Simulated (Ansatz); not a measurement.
# Exchange couplings against Mn–Mn distance in antiferromagnetic CaMn2Bi2, from PBEsol at constrained moments

Manganese in CaMn2Bi2 is close to Mn²⁺ with a half-filled d shell, and it sits in puckered honeycomb sheets bonded to bismuth, with calcium between the sheets. Every member here is a shell of Mn–Mn pairs in this one crystal. My question is how the coupling J falls off and changes sign with distance, and which shells hold the antiferromagnetic order. The answer tells how many shells a spin model needs before it can be trusted for ordering temperatures or spin waves, which matter for antiferromagnetic devices. J is calculated with PBEsol at constrained moments and counted per ordered pair of unit vectors, so a positive J favours parallel moments. Rigid-moment values serve as a comparison within the same functional, not as a test against experiment.

## Calculations

One system, CaMn2Bi2 (P-3m1), in the lowest of the collinear states that were tried (antiferromagnetic, 5 atom(s), 2 counted as magnetic, largest moment 4.10 muB), from cells of the Materials Project database (relaxed there by DFT; measured order: antiferro (arxiv:1907.07203)). Ansatz 0.2.0, plane waves with the earlier PAW datasets of its set soft_1, cutoff 420 eV, collinear spins without spin-orbit coupling, Fermi-Dirac smearing of 0.1 eV. The k mesh is 10×10×6 and the sums for the couplings run over 10×10×6. Functional: PBEsol, Dudarev U (eV) none. The couplings are taken at constrained moments: the directions are held and the rest of the density and field relaxes in linear response. A second set comes from the magnetic force theorem at rigid moments: each moment turns with its exchange field frozen. The mean-field temperature from all couplings of the first set is 434 K. Shells are pairs of one length, elements and relative sign; shells whose pairs differ much, and those beyond half the range that the mesh resolves, are left out. By the count of bands on its mesh the state is insulating, with a gap of 0.08 eV.

Notes on method and selection:

- J is defined by E = -sum over ordered pairs (each pair twice) of J e_i.e_j with unit vectors e, a classical Heisenberg model without biquadratic or multi-spin terms, so J > 0 favours parallel moments and the moment's size is inside J.
- The state is the lowest of a few collinear starts and need not be the true ground state; spin-orbit coupling is left out.
- Far couplings are the most sensitive to the k mesh.
- Couplings at rigid moments can miss in size and sometimes in sign.
- Ansatz's own search for a lower self-consistent state was switched off in these runs, so a run may rest in a state that is not the lowest for its pattern of moments.
- Runs whose couplings were flagged as in doubt, moved by over 30 per cent with the upper empty bands, lost their pattern of moments or rest on unlike orbital states are not listed.
- For crystals with 4f or 5f elements only couplings at constrained moments are used, since rigid ones can be several times too large.
- Runs that did not converge, have known faults or may not be shown are not listed, and runs on Ansatz's PAW sets soft_1 and soft_2 are kept to separate tables.

Columns:

- distance (Å): distance of the pair.
- neighbours: such neighbours per magnetic atom.
- pair: elements and relative sign of the two moments in this state.
- J, constrained (meV): mean J of the shell at constrained moments.
- J, rigid (meV): mean J of the same pairs at rigid moments.
- part in mean field (meV): J times neighbours times the relative sign, first set: the shell's part in the mean field that holds this state (negative: it works against the state).

## Numbers

| member | distance (Å) | neighbours | pair | J, constrained (meV) | J, rigid (meV) | part in mean field (meV) |
| --- | --- | --- | --- | --- | --- | --- |
| Mn–Mn at 3.26 Å, opposed | 3.26 | 3 | Mn–Mn, opposed | −29.206 | −30.084 | 87.62 |
| Mn–Mn at 4.63 Å | 4.63 | 6 | Mn–Mn, parallel | −6.598 | −5.872 | −39.59 |
| Mn–Mn at 5.66 Å, opposed | 5.66 | 3 | Mn–Mn, opposed | −1.233 | −0.930 | 3.70 |
| Mn–Mn at 6.44 Å, opposed | 6.44 | 3 | Mn–Mn, opposed | −0.293 | −0.302 | 0.88 |
| Mn–Mn at 7.31 Å, opposed | 7.31 | 6 | Mn–Mn, opposed | 0.547 | 0.595 | −3.28 |
| Mn–Mn at 7.73 Å | 7.73 | 2 | Mn–Mn, parallel | −0.300 | −0.310 | −0.60 |
| Mn–Mn at 7.93 Å, opposed | 7.93 | 3 | Mn–Mn, opposed | ? | ? | ? |
| Mn–Mn at 8.01 Å | 8.01 | 6 | Mn–Mn, parallel | 0.384 | 0.354 | 2.31 |
| Mn–Mn at 9.01 Å | 9.01 | 12 | Mn–Mn, parallel | −0.238 | −0.227 | −2.86 |
| Mn–Mn at 9.18 Å, opposed | 9.18 | 6 | Mn–Mn, opposed | −0.228 | −0.221 | 1.37 |
| Mn–Mn at 9.25 Å | 9.25 | 6 | Mn–Mn, parallel | 0.223 | 0.167 | 1.34 |
| Mn–Mn at 9.81 Å, opposed | 9.81 | 6 | Mn–Mn, opposed | −0.072 | −0.083 | 0.43 |
| Mn–Mn at 9.96 Å, opposed | 9.96 | 3 | Mn–Mn, opposed | −0.248 | −0.247 | 0.74 |
| Mn–Mn at 10.85 Å, opposed | 10.85 | 3 | Mn–Mn, opposed | 0.086 | 0.073 | −0.26 |
| Mn–Mn at 10.98 Å, opposed | 10.98 | 3 | Mn–Mn, opposed | −0.073 | −0.072 | 0.22 |
| Mn–Mn at 11.13 Å | 11.13 | 12 | Mn–Mn, parallel | −0.001 | 0.007 | −0.01 |

Cells marked ? are withheld until the estimate has been made.

## Reading the trend

The coupling drops steeply at first. From 3.26 to 5.66 Å its size falls by a factor of 29.206 / 1.233 = 23.7. The first four shells are all negative; the first positive J comes at 7.31 Å, and beyond it both signs occur with no steady decay.

The strong negative J at 3.26 Å is what kinetic exchange between half-filled d shells gives: an electron can hop to the neighbour, directly or through Bi, only if the moments are opposed. The same mechanism through Bi makes J negative at 4.63 Å, but those moments are parallel, so the shell works against the order. The two parts in the mean field leave 87.62 − 39.59 = 48.03 meV, most of what all the shown shells add up to: 87.62 − 39.59 + 3.70 + 0.88 − 3.28 − 0.60 + 2.31 − 2.86 + 1.37 + 1.34 + 0.43 + 0.74 − 0.26 + 0.22 − 0.01 = 52.01 meV.

That balance fixes the scale of the ordering temperature, but it does not secure the pattern. In a classical honeycomb with only these two couplings, the simple up-down order gives way to a spiral once their ratio exceeds 1/6. Here it is 6.598 / 29.206 = 0.226. The weaker, longer couplings therefore help to decide whether the collinear pattern is stable, and spirals were not among the states tried.

The stacking of the sheets is a separate matter. From the cell geometry, the shown shells that join neighbouring sheets are those at 6.44, 7.73, 9.01, 9.18, 9.96, 10.98 and 11.13 Å. Their parts nearly cancel: 0.88 − 0.60 − 2.86 + 1.37 + 0.74 + 0.22 − 0.01 = −0.26 meV. These shells together give the calculated stacking no support.

Rigid moments give the same sign in every shown shell except the one at 11.13 Å, where both values are practically zero.

## A prediction

Plain estimates from the members shown:

- Mn–Mn at 7.93 Å, opposed, straight-line interpolation between Mn–Mn at 7.73 Å and Mn–Mn at 8.01 Å: w = (7.93 − 7.73) / (8.01 − 7.73) = 0.714, so −0.300 + 0.714 × (0.384 − (−0.300)) = 0.189 meV

I do not trust the straight line between 7.73 and 8.01 Å, because it joins pairs with different bonding paths. The same recipe applied to the 7.31 Å shell, from 6.44 and 7.73 Å, has the weight (7.31 − 6.44) / (7.73 − 6.44) = 0.674 and gives −0.293 + 0.674 × (−0.300 − (−0.293)) = −0.298 meV, against the listed 0.547 meV.

The mean-field temperature offers a better route, since it contains all couplings of the constrained set. Because each pair is counted twice, a moment feels twice the summed J, and a classical unit vector responds to a weak field with a factor 1/3. So k_B T is 2/3 of the total mean field, and the total is 3 / 2 = 1.5 times k_B T. With k_B = 0.08617 meV/K this is 1.5 × 0.08617 × 434 = 56.10 meV. The shown parts sum to 52.01 meV, which leaves 56.10 − 52.01 = 4.09 meV. By the cell geometry, the 7.93 Å shell is the only one missing out to 11.13 Å. If it carries the whole remainder, its three opposed neighbours give J = −4.09 / 3 = −1.36 meV.

The structure makes the negative sign reasonable, though it does not fix the size. These pairs are linked across the calcium layer by Mn–Bi···Bi–Mn paths in which every step leads forward, and such paths should favour opposed moments.

The main uncertainty is what lies beyond 11.13 Å. I take its size from the five outermost listed shells, whose parts sum to 0.43 + 0.74 − 0.26 + 0.22 − 0.01 = 1.12 meV, or 1.12 / 3 = 0.37 meV in J. I cannot try the route on a shown shell, because the missing coupling enters every such balance.

**Committed estimate, Mn–Mn at 7.93 Å, opposed: J, constrained = −1.4 ± 0.4 meV.**

## The answer

| member | distance (Å) | neighbours | pair | J, constrained (meV) | J, rigid (meV) | part in mean field (meV) |
| --- | --- | --- | --- | --- | --- | --- |
| Mn–Mn at 7.93 Å, opposed | 7.93 | 3 | Mn–Mn, opposed | −1.547 | −1.463 | 4.64 |

| member | estimate | J, constrained (meV) | computed | estimate − computed | miss in error bars |
| --- | --- | --- | --- | --- | --- |
| Mn–Mn at 7.93 Å, opposed | committed | −1.400 | −1.547 | +0.147 | 0.4 |
| Mn–Mn at 7.93 Å, opposed | interpolation | 0.189 | −1.547 | +1.736 |  |

The estimate of −1.4 ± 0.4 meV holds: the computed value is −1.547 meV, a miss of 0.4 error bars. The straight line gave 0.189 meV, which has the wrong sign and misses by 1.736 meV.

The balance of the mean field worked because the shells beyond 11.13 Å add little. With the missing part of 4.64 meV in place, they come to 56.10 − 52.01 − 4.64 = −0.55 meV. The balance fixed the number without testing the Bi···Bi path I had proposed, though the negative sign agrees with it.

The result changes my view of the stacking. The other shells between neighbouring sheets summed to −0.26 meV; with this one the sum is 4.64 − 0.26 = 4.38 meV in favour of the calculated order. A single shell at 7.93 Å therefore decides how the sheets are stacked.

## Residuals

The 7.93 Å shell stands out most from the fall with distance. Its J is 1.547 / 0.293 = 5.3 times that of the 6.44 Å shell, although both join the same two sheets and the pair is longer. Rigid moments give nearly the same value, −1.463 meV, so the treatment of the moments is not the cause.

The likeliest reason is the direction of the path through Bi. At 7.93 Å two equivalent Mn–Bi···Bi–Mn paths run forward at every step, whereas at 6.44 Å the paths have to turn sideways or back, which suits p orbitals badly. The 9.18 Å pair also has a forward path, but only one, and its J is just −0.228 meV. Two equal hopping amplitudes that add would raise J fourfold, against a ratio of 1.547 / 0.228 = 6.8, so counting paths explains only part of the difference.

The 7.31 Å shell departs the other way. Its 0.547 meV is the largest positive J in the table, and it acts between opposed moments, so it weakens the order by 3.28 meV. Simple kinetic exchange between half-filled shells would give a negative sign. Exchange carried by the Bi bands across the small gap can take either sign and is a possible cause.

## Conclusions

Within this PBEsol calculation, distance alone ranks the couplings only out to 6.44 Å. Beyond that the bonding path matters more, and interpolation in distance is unsafe. The mean-field balance can recover one missing shell to a few tenths of a meV, provided the total is known.

A spin model needs the shells at 3.26, 4.63, 5.66 and 7.93 Å at least. Against a long-wave spiral in the plane, each shell counts by its neighbours times the squared in-plane distance. Relative to the nearest shell that is a weight of 6 at 4.63 Å and of 4 at both 5.66 and 7.93 Å. Without the 5.66 Å shell the balance is 29.206 + 4 × 1.547 − 6 × 6.598 = −4.19 meV, so the collinear order would give way. With it the balance is 29.206 + 4 × 1.547 + 4 × 1.233 − 6 × 6.598 = 0.74 meV, just stable, so spin waves will also need the longer shells. The mean-field temperature of these four shells is (87.62 − 39.59 + 3.70 + 4.64) / (1.5 × 0.08617) = 436 K, against 434 K from all couplings. Both are upper-end figures, since Monte Carlo and the Tyablikov method give far lower ordering temperatures from the same couplings.

The omitted physics that probably weighs most is the on-site repulsion U on Mn. It would weaken kinetic exchange, roughly by some tens of per cent. For the nearest shell that means several meV, more than any single J beyond 4.63 Å.
